## The interference factor between MP2 and coupled-cluster convergence: limits and scaling

Atomic units are used. $X$ is the cardinal number, $N$ the number of spatial basis functions, and $\Delta E_X=E_X-E_\infty>0$ the correlation energy missing from the basis. The interference factor is $f(X)=\Delta E_X^{\rm CC}/\Delta E_X^{\rm MP2}$, with limit $f_\infty$.

### The tail is quadratic in the on-top amplitude

Let $\mathbf R=(\mathbf r_1+\mathbf r_2)/2$ and $\mathbf r=\mathbf r_1-\mathbf r_2$. Near coalescence a singlet spatial pair function obeys Kato's condition, $\Psi\simeq\Psi(\mathbf R,\mathbf R)(1+r/2)$. The Fourier transform of $r/2$ is $-4\pi/k^4$, and the relative kinetic energy is $k^2$ (reduced mass 1/2). Suppose the basis resolves one-electron momenta up to a local cutoff $K(\mathbf R)$. Each omitted component costs its kinetic energy times its squared amplitude:

$$\Delta E=\int d^3R\,P(\mathbf R)\int_{k>K}\frac{d^3k}{(2\pi)^3}\,\frac{(4\pi)^2}{k^6}=\frac83\int d^3R\,\frac{P(\mathbf R)}{K(\mathbf R)^{3}},\qquad P=|\Psi(\mathbf R,\mathbf R)|^2 .$$

In a principal expansion $K=X/\ell(\mathbf R)$ with a fixed resolution length $\ell$, so $\Delta E_X=AX^{-3}$ with $A=\frac83\int P\ell^3d^3R$. As a test, truncate an atomic expansion at angular momentum $L$, which cuts only the transverse momentum, at $\kappa=(L+1)/R$. The momentum integral becomes $\pi/(2\kappa^3)$ and $\Delta E_L=C_1(L+1)^{-3}$ with $C_1=2\pi^2\int P R^5dR$, the coefficient found by Hill (1985). For two hydrogenic 1s orbitals $3C_1=45/256$, which is the increment $-\frac{45}{256}(l+\frac12)^{-4}$ of Schwartz (1962).

The methods differ in the function that sources the omitted amplitudes. In MP2 a double excitation $ij\to AB$ into the omitted space is driven by $\langle AB|r^{-1}|\phi_i\phi_j\rangle$. The cusp sits on the Hartree–Fock product, and the sum over opposite-spin pairs of a closed shell gives $P_{\rm HF}=\rho^2/4$. In CCSD the particle–particle ladder replaces the source by $\eta_{ij}=\phi_i\phi_j+\sum_{ab}t_{ij}^{ab}\phi_a\phi_b$ (singles absorbed in the orbitals), while hole-ladder and ring terms are smaller by $K^{-2}$. The coupled-cluster Lagrangian is stationary, so the tail is bilinear, $P=\sum_{ij}\tilde\eta_{ij}\eta_{ij}$, with $\tilde\eta$ built from the left-hand amplitudes. For two electrons CCSD equals full CI and $P=|\Psi(\mathbf R,\mathbf R)|^2$. In a common basis

$$f_\infty=\frac{\int P_{\rm HF}\,\ell^3\,(P/P_{\rm HF})\,d^3R}{\int P_{\rm HF}\,\ell^3\,d^3R},$$

a weighted mean of the on-top ratio whose weight belongs to the basis family.

A definite weight follows from the energy-optimal basis. Phase-space counting gives $N=\int K^3d^3R/6\pi^2$. Minimising $\Delta E$ at fixed $N$ gives $K^3\propto\sqrt P$ and

$$\Delta E=\frac{4}{9\pi^2N}\Big(\int\sqrt P\,d^3R\Big)^2,\qquad \frac{4}{9\pi^2}=0.0450 .$$

Since $N\simeq X^3/3$ per atom, this is again the $X^{-3}$ law. For a closed-shell pair $\int\phi^2d^3R=1$ whatever the orbital. With $\Psi=\sum_kc_k\chi_k(1)\chi_k(2)$ in real natural orbitals and $\Psi(\mathbf R,\mathbf R)$ of one sign,

$$f_\infty=\Big(\int\Psi(\mathbf R,\mathbf R)\,d^3R\Big)^2=\Big(\sum_kc_k\Big)^2 ,$$

the form of the interference factor of Petersson and Nyden (1981). Here each method has its own optimal basis. If both use the MP2-optimal one, $f_\infty=\int\Psi^2/\phi^2\,d^3R$, larger by the variance of $\Psi(\mathbf R,\mathbf R)/\phi^2$ under the weight $\phi^2$. To first order the coefficient sum is the trace of the MP1 amplitudes,

$$f_\infty=1-\sum_a\frac{(ia|ia)}{\varepsilon_a-\varepsilon_i}+\dots<1,$$

because exchange integrals are positive. This proves $f_\infty<1$ for a weakly correlated closed-shell pair; it is not a theorem for arbitrary states.

### Dimensional analysis

Give the repulsion a strength $\lambda$ and the pair a size $a$. The cusp slope is $\lambda/2$, so the tail carries $\lambda^2$. Further $P\sim a^{-6}$, $d^3R\sim a^3$ and $\ell^3\sim a^3$, so the size cancels: $A=\lambda^2F(g)$ hartree. The coupling $g\sim\lambda a$ is the ratio of repulsion $\lambda/a$ to kinetic energy $a^{-2}$, equivalently $\lambda$ over the relative velocity. With $\lambda=1$ there remain two parameters, $g$ and the number $n$ of functions per pair, and two ratios: $1/(Ka)\sim n^{-1/3}$ measures the cutoff against the pair's own momenta, and $1/K\sim g\,n^{-1/3}$ measures it against the inverse Bohr radius.

### Dependence on coupling: the harmonic pair

Two electrons in the potential $\frac12\omega^2r_i^2$ show every regime. The centre-of-mass function is $(2\omega/\pi)^{3/4}e^{-\omega R^2}$, with integral $(2\pi/\omega)^{3/4}$, so $f_\infty=(2\pi/\omega)^{3/2}|\psi(0)|^2$ for the relative function $\psi$. With $r=\omega^{-1/2}x$,

$$h_{\rm rel}=\omega\left[-\nabla_x^2+\tfrac14x^2+g/x\right],\qquad g=\omega^{-1/2}.$$

**Weak coupling.** Write $\psi=\psi_0(1+g\varphi)$ and expand $\varphi$ in $L_m^{1/2}(x^2/2)$, with excitation energies $2m$. The standard Laguerre integrals give

$$\varphi(0)=-\sqrt{\frac2\pi}\sum_{m\ge1}\frac{(1/2)_m}{m!\,2m}=-\sqrt{\frac2\pi}\ln2,\qquad f_\infty=1-1.106\,g+O(g^2).$$

The linear term reaches 1/2 at $g=0.45$, beyond which the truncated series is useless. The form $f_\infty\approx e^{-1.106g}$ has the same slope and stays positive. It is a resummation to be tested, not a derived second order.

**Exact points.** Polynomial solutions exist (Taut 1993). At $\omega=1/2$, $\psi\propto(1+r/2)e^{-r^2/8}$ and $f_\infty=2\sqrt\pi/(8+5\sqrt\pi)$. At $\omega=1/10$, $\psi\propto(1+r/2+r^2/20)e^{-r^2/40}$ and $1/f_\infty=61/4+6\sqrt{20/\pi}$.

**Strong coupling.** The electrons localise at $x_0=(2g)^{1/3}$ and coalesce only by tunnelling. The action is $S=\frac12x_0^2\int_0^1(1-y)\sqrt{(y+2)/y}\,dy=\frac34x_0^2\ln(2+\sqrt3)$. The leading correction is a power prefactor. Near the origin the radial function is $u=\mathcal A\sqrt{x/g}\,I_1(2\sqrt{gx})$ with $\mathcal A^2=4\pi|\psi(0)|^2$ in scaled units, which joins the WKB form $\mathcal A(4\pi g\kappa)^{-1/2}e^{\int\kappa}$. Near $x_0$ the state is a Gaussian $e^{-\sqrt3(x-x_0)^2/4}$ with zero-point energy $\sqrt3/2$. That energy multiplies the WKB amplitude by $[(x_0-x)/x_0]^{1/2}e^{-\sqrt3J/2}$, where $J=\int_0^1[\sqrt{y/(y+2)}-1/\sqrt3\,](1-y)^{-1}dy=\ln 6/\sqrt3-\ln(2+\sqrt3)$. Normalising,

$$f_\infty\simeq\pi\,3^{3/4}2^{1/3}e^{\sqrt3J}g^{4/3}e^{-2S}=5.53\,g^{4/3}e^{-3.136\,g^{2/3}} .$$

| $\omega$ | $g$ | linear | exponential | tunnelling | exact |
|---|---|---|---|---|---|
| 3 | 0.577 | 0.361 | 0.528 | | |
| 1 | 1 | −0.106 | 0.331 | | |
| 1/2 | 1.414 | | 0.209 | 0.169 | 0.210 |
| 1/10 | 3.162 | | 0.0303 | 0.0299 | 0.0329 |

The exponential form is 0.5 % low at $\omega=1/2$ and 8 % low at $\omega=1/10$. It gives $f_\infty=1/2$ at $g=\sqrt{\pi/8}=0.63$ and meets the tunnelling form at $g=3.3$, the crossover to strong coupling. There the coupled-cluster tail is exponentially small while the MP2 tail keeps its full size.

The choice of weight matters little in this model. A variational Gaussian approximation to the Hartree–Fock orbital has $\phi^2\propto e^{-\omega(1-\epsilon)R^2}$ with $\epsilon=\sqrt{2/\pi}\,g/6=0.133g$ to first order. The MP2-optimal common basis then raises $f_\infty$ by $(1-\epsilon^2)^{-3/2}$, which is 3 % at $\omega=1$ and 1 % at $\omega=3$.

### Dependence on nuclear charge

For a $1s^2$ ion $a\sim1/Z$, so $f_\infty=1-b/Z+O(Z^{-2})$. Estimate $b$ from the Hylleraas functional in scaled coordinates, with $\Psi_1=\Psi_0(c_0+c_ss+c_uu)$, $s=r_1+r_2$, $u=r_{12}$:

$$E_2=c_s^2+c_u^2+\tfrac54c_sc_u-\tfrac58c_s-\tfrac{47}{64}c_u .$$

The minimum has $c_u=11/39$. The $s$ term is a single excitation and drops out of $\int\Psi(\mathbf R,\mathbf R)d^3R$. The $u$ term vanishes on top, but orthogonality to $\Psi_0$ leaves $-c_u\langle u\rangle$ with $\langle u\rangle=35/16$. Hence $b\approx385/312=1.23$. The fitted slope $c_u$ lies below the cusp value 1/2, so the hole is probably too shallow. The same linear trial function in the harmonic pair recovers $2(4/\pi-1)/\ln2=79$ % of the exact coefficient, and an equal shortfall would give $b\approx1.6$. With exponentiation this estimate gives $f_\infty\approx0.6$ for Li$^+$ and $\approx0.8$ for a $1s^2$ pair at $Z=8$; the linear term reaches 1/2 near $Z=3$.

The limit $f_\infty\to1$ requires a nondegenerate hydrogenic limit. In four-electron (Be-like) ions $2s^2$ and $2p^2$ are degenerate at zeroth order, their mixing survives as $Z\to\infty$, and the valence factor does not approach 1.

### Dependence on the basis

A variational energy exceeds the exact one by $\langle\delta|H-E|\delta\rangle$, with $\delta$ the omitted part of $\Psi$. The kinetic term was evaluated above. The Coulomb term has no MP2 counterpart, since the MP2 functional contains only the Fock operator between first-order functions. The angular average of $|\mathbf k-\mathbf q|^{-2}$ is $(2kq)^{-1}\ln|(k+q)/(k-q)|$, and

$$\langle\delta|r^{-1}|\delta\rangle=P\,\frac{16}{\pi}\int_K^\infty\frac{dk}{k^5}\int_0^1v\ln\frac{1+v}{1-v}\,dv=\frac{4P}{\pi K^4}$$

per unit volume. Relaxation of the retained components enters at $K^{-5}$. Therefore

$$f(X)=f_\infty(1+\delta_X),\qquad\delta_X=\frac{3}{2\pi}\langle K^{-1}\rangle .$$

For the harmonic pair in its optimal basis $K^3=6\pi^2n\,p$, and the averaging weight is $p=(\omega/\pi)^{3/2}e^{-\omega R^2}$. Then $\langle K^{-1}\rangle=(6\pi^2n)^{-1/3}\int p^{2/3}d^3R=0.835\,g\,n^{-1/3}$ and $\delta_X=0.399\,g\,n^{-1/3}$. The factor approaches its limit from above as $1/X$; at weak coupling the basis restores a fraction $0.36\,n^{-1/3}$ of the interference.

A second correction of order $1/K$ affects both methods. A pair with total momentum $\mathbf Q$ is lost when either of $\mathbf Q/2\pm\mathbf k$ leaves the sphere, which lowers the cutoff by $|\mathbf Q\cdot\hat{\mathbf k}|/2$ and raises the tail by $\frac32\langle|Q_z|\rangle\langle K^{-1}\rangle$. With $\langle|Q_z|\rangle=\sqrt{2\omega/\pi}$ this is about $1.0\,n^{-1/3}$, independent of $g$ and larger than $\delta_X$ for $g<2.5$. It cancels in the ratio to the extent that both methods share the distribution of $\mathbf Q$, but it spoils absolute tails. Expansion in $n^{-1/3}$ needs $n\gg1$; when $n$ is of order one there is no cusp regime and the methods differ through low excitations.

Triplet pairs vanish on top, $\Psi\simeq\mathbf w\cdot\mathbf r\,(1+r/4)$. The amplitude is $8\pi\,\mathbf w\cdot\mathbf k/k^6$ in modulus and the tail density is $\frac{32}{15}|\mathbf w|^2K^{-5}$. This $X^{-5}$ tail is quadratic in the gradient and has its own factor. In the harmonic pair the first-order reduction of $|\mathbf w|^2$ from its non-interacting value is $\frac23$ of the singlet one, $0.737g$. Triplets fade relative to singlets as $n^{-2/3}$, so a ratio of total tails drifts down towards the singlet factor.

### Valence pairs of H$_2$O

The cc-pV$X$Z set has $(X+1)(X+2)(2X+3)/6$ functions on O and $X(X+1)(2X+1)/6$ on each H. For eight valence electrons $\int\sqrt{P_{\rm HF}}\,d^3R=4$, so the leading MP2 singlet tail in an optimal basis of that size is $16\times0.0450/N=0.72/N$, or 3.6 m$E_h$ at $X=5$. The optimal cutoff obeys $(K/k_F)^3=N/4$ everywhere, with $k_F^3=3\pi^2\rho$, so $n=N/4$.

The model treats the valence shell as four equal harmonic pairs and needs $\omega$. To first order $E=3\omega+E_1$ with $E_1=\sqrt{2\omega/\pi}$. The Hellmann–Feynman theorem in $\omega$ then gives the spread $\langle r^2\rangle=3/(2\omega)+E_1/(4\omega^2)$ and the kinetic energy per electron $3\omega/4-E_1/8$. Two mappings are natural. The choice $\omega=1$ gives a spread of 1.7 bohr$^2$, set to a typical value for a localised bond or lone-pair orbital of water. The choice $\omega=3$ gives 2.1 $E_h$ per electron, set to the approximately 2 $E_h$ typical of its valence shell. They disagree because valence orbitals must be orthogonal to the core and to one another, which raises their momenta at a given size.

| $X$ | $N$ | $n^{1/3}$ | $\delta_X$, $\omega=3$ | $f$, $\omega=3$ | $f$, $\omega=1$ |
|---|---|---|---|---|---|
| 4 | 115 | 3.06 | 0.075 | 0.57 | 0.37 |
| 5 | 201 | 3.69 | 0.062 | 0.56 | 0.37 |
| 6 | 322 | 4.32 | 0.053 | 0.56 | 0.36 |
| $\infty$ | | | 0 | 0.53 | 0.33 |

Both couplings, 0.58 and 1, lie above the range of the linear term and well below the tunnelling crossover. The interference is of order one but is ordinary dynamic correlation. The common correction $n^{-1/3}$ is 0.27 at $X=5$, so even an incomplete cancellation of it could rival $\delta_X$, and the second digit of $f$ only shows the trend.

As typical knowledge, frozen-core calculations on water show a CCSD-to-MP2 ratio of remaining correlation energy near 0.6 for $X=4$ to 6 and an MP2 remainder near 9 m$E_h$ at $X=5$. The value $\omega=3$ is preferred because it reproduces that ratio, so the closeness is no test. The size mapping is low by roughly 40 %, and the absolute 3.6 m$E_h$ is low by more than a factor of two, since it omits the $n^{-1/3}$ term and the triplets and assumes an optimal basis.

Two consequences follow within the model at $\omega=3$, $X=5$. Adding an unscaled MP2 singlet basis-set correction to a CCSD energy overshoots the needed correction by $1/f-1\approx0.8$ of its size. The local decay exponent of the CCSD tail, taken against $n^{1/3}$, exceeds the MP2 one by only $\delta_X/(1+\delta_X)=0.06$, so the same $X^{-3}$ form serves both methods while their coefficients differ by nearly a factor of two.